A solid's energy is an average over all electron waves that the lattice allows, and a k mesh replaces that average by a sum over a few of them. The same sum describes a crystal that closes on itself after a few cells, so that only waves fitting into this short ring exist. The questions below follow the mesh of metallic TiSi from one point upwards, at the PBEsol level. The cell is slightly strained and its atoms are displaced, so real forces and a real pressure are there for a poor mesh to get wrong.

TiSi in a strained two-atom cell with displaced atoms, computed with Ansatz 0.2.0 using PBEsol, PAW datasets made for PBE, a 420 eV plane-wave cutoff, 0.1 eV Gaussian smearing and no spin polarization. The k meshes are Gamma-centred, with 10x10x8 as reference. Energies are extrapolated to zero smearing, pressure is positive in compression, and force changes are per component.

```tsv
k mesh	energy less reference (meV per atom)	pressure less reference (GPa)	largest force change (eV/Å)	pressure (GPa)
1x1x1	199.6	-10.223	0.416	-12.732
2x2x2	-710.1	-2.339	0.202	-4.848
4x4x4	22.1	-0.432	0.106	-2.941
6x6x4	3.3	-0.093	0.024	-2.602
8x8x6	3.3	0.144	0.021	-2.365
```

### 1x1x1: does one k point reveal a semiconductor?

No, although the calculation at this single point leaves 2.4 eV between the highest filled and the lowest empty level. That is only the spacing of levels for one wave pattern. On every denser mesh, bands cross the Fermi level, the energy up to which states are filled, and the solid is a metal. A single point has no Fermi surface, the boundary in k space between filled and empty states, and this boundary is what the later rows have to resolve.

### 2x2x2: is an energy 710 meV per atom below the reference a more stable state?

It is a sampling error. A better set of orbitals can only lower the energy on a given mesh, but changing the mesh changes the average itself, and nothing fixes the sign of that change. This mesh holds only the zone centre and points on the zone boundary. At such points symmetry makes bands typically flat, so the levels in between, where the bands rise and fall, go unsampled.

### Is 1x1x1 then the better mesh, since its energy is nearer?

The other columns say otherwise. From 1x1x1 to 2x2x2 the pressure error shrinks from about 10 to 2.3 GPa, and the force error halves. The ring picture suggests why the energy misleads. A ring of one cell contains all the false repeats of a two-cell ring and further ones besides. If the bands and the Fermi level stayed fixed, those further repeats would add $199.6+710.1=909.7$ meV per atom, which more than cancels the first error. The Fermi level does shift between the two meshes, so this split is only a picture, but it shows how a smaller energy error can come from cancellation.

### 4x4x4 to 6x6x4: why does it help to refine only two directions?

The ring is only as good as its shortest way round. Call that length $L$, the smallest product of cell edge and number of divisions. At 4x4x4 the two short edges set it at 11 Å, while the long edge already reaches 15 Å. Two more divisions along each short edge lift $L$ to 15 Å, and the energy error drops from 22 to 3.3 meV per atom. Part of so large a drop may be luck, because the errors also swing in sign, as the next question explains. The same reasoning serves for a cell of another shape: divisions belong first where the edge is short.

### How fast should the errors fall?

At the Fermi surface the occupation drops abruptly from full to empty. A sum over points misplaces this step slightly, and the resulting error swings in sign as the ring grows. For a step on a curved surface in three dimensions, Fourier analysis gives swings that shrink roughly as

$$|\Delta P|\propto L^{-2},$$

where $\Delta P$ is the pressure error; forces should behave alike. The energy should do better, roughly as $L^{-3}$, because moving an electron between states right at the Fermi level costs almost nothing.

A power law fitted to the pressure errors of all five rows gives an exponent of $-2.3\pm0.3$ and misses by a typical factor of 1.5. An exponential decay fitted to the same rows misses by a factor of 2.2; the output below shows both fits. But this preference hangs on the last row: without 8x8x6 the exponential would fit better. The error of that row is also so small that the reference mesh's own error may distort it, so the table does not settle the form. The faster fall of the energy is not firmly visible: it beats the pressure when counted from 2x2x2 to the last row, but not when counted from 1x1x1.

### 6x6x4 and 8x8x6: do equal energies mean convergence?

They do not, since both lie 3.3 meV per atom above the reference. The pressure moves by 0.24 GPa between them and ends slightly further from the reference than before. Even that understates the change, because pressure is the mean of three stresses whose errors partly cancel. The largest error among these stresses grows from 0.6 to 1.5 GPa on the finer mesh. Anyone relaxing the shape of a cell should therefore watch the separate stresses as well as the pressure.

### Which digits can be trusted?

The reference is itself a mesh, with $L=28$ Å against 22 Å for 8x8x6. If errors shrink as $L^{-2}$, its own error is $(8/10)^2=0.64$ of the 8x8x6 error, since the same short edge sets $L$ in both meshes. The table gives only the difference of the two, 0.144 GPa. With errors of equal sign, the 8x8x6 error would be $0.144/(1-0.64)=0.4$ GPa and that of the reference about 0.26 GPa. With opposite signs, the sum $1+0.64$ takes the place of the difference, and the reference would be off by only about 0.06 GPa.

This is a scaling estimate, not a bound, but it shows where to stop reading. The reference pressure of $-2.5$ GPa, a cell that wants to shrink, is uncertain from the mesh in its first decimal. Its absolute value also carries the mismatch of PBEsol with atomic datasets made for PBE. Energies are probably converged with the mesh to a few meV per atom, though no denser mesh tests this. The largest force component changes by about 4 % between 8x8x6 and the reference, so its second decimal in eV/Å is still open.

### What would change with wider smearing, or with a gap?

Smearing softens the step in occupation, but it helps much only when its width is a sizeable part of the change of a level from one k point to the next. Take a band that spans roughly 5 eV from zone centre to edge. The reference mesh crosses it in five steps of about 1 eV, ten times the smearing width used here. Much wider smearing would calm the swings, at the price of a larger correction back to sharp occupations. In a solid with a gap the step is absent altogether, and theory then gives errors that die away exponentially with $L$.

Output of the analysis:

```
Repeat length and stress errors:
    row  shortest repeat length (angstrom)  xx error (GPa)  yy error (GPa)  zz error (GPa)
  1x1x1                              2.768          -31.89          -104.9           106.1
  2x2x2                              5.537          -5.048          -13.68           11.71
  4x4x4                              11.07           1.417         -0.6442           -2.07
  6x6x4                              15.12          0.6154         -0.2604         -0.6326
  8x8x6                              22.15           1.504          -1.335          0.2644
fit of logp on 5 rows: constant 2.015 +/- 0.33, coefficient of logrep -2.299 +/- 0.33; rms 0.186, worst 6x6x4 0.334, leave-one-out rms 0.304
fit of logp on 5 rows: constant 0.9549 +/- 0.37, coefficient of rep -0.09946 +/- 0.028; rms 0.333, worst 6x6x4 0.483, leave-one-out rms 0.733
Typical miss factor of the power law in pressure error: 1.534
Typical miss factor of the exponential in pressure error: 2.155
Energy error 2x2x2 over 8x8x6 (sizes): 215.2
Pressure error 2x2x2 over 8x8x6 (sizes): 16.24
Force error 2x2x2 over 8x8x6: 9.619
Energy error 4x4x4 over 6x6x4: 6.697
Force error 4x4x4 over 6x6x4: 4.417
Energy of 1x1x1 less that of 2x2x2 (meV per atom): 909.7
Reference pressure (GPa): -2.509
Pressure 8x8x6 less 6x6x4 (GPa): 0.237
Force error of 8x8x6 in per cent of the largest reference force component: 4.466
Free energy less reference at 6x6x4 (meV per atom): 3.16
Free energy less reference at 8x8x6 (meV per atom): 3.085
Expected reference error over 8x8x6 error if it falls as L^-2: 0.64
Expected reference error over 8x8x6 error if it falls as L^-3: 0.512
Rough level change between neighbouring k points of the reference mesh (eV): 1
```
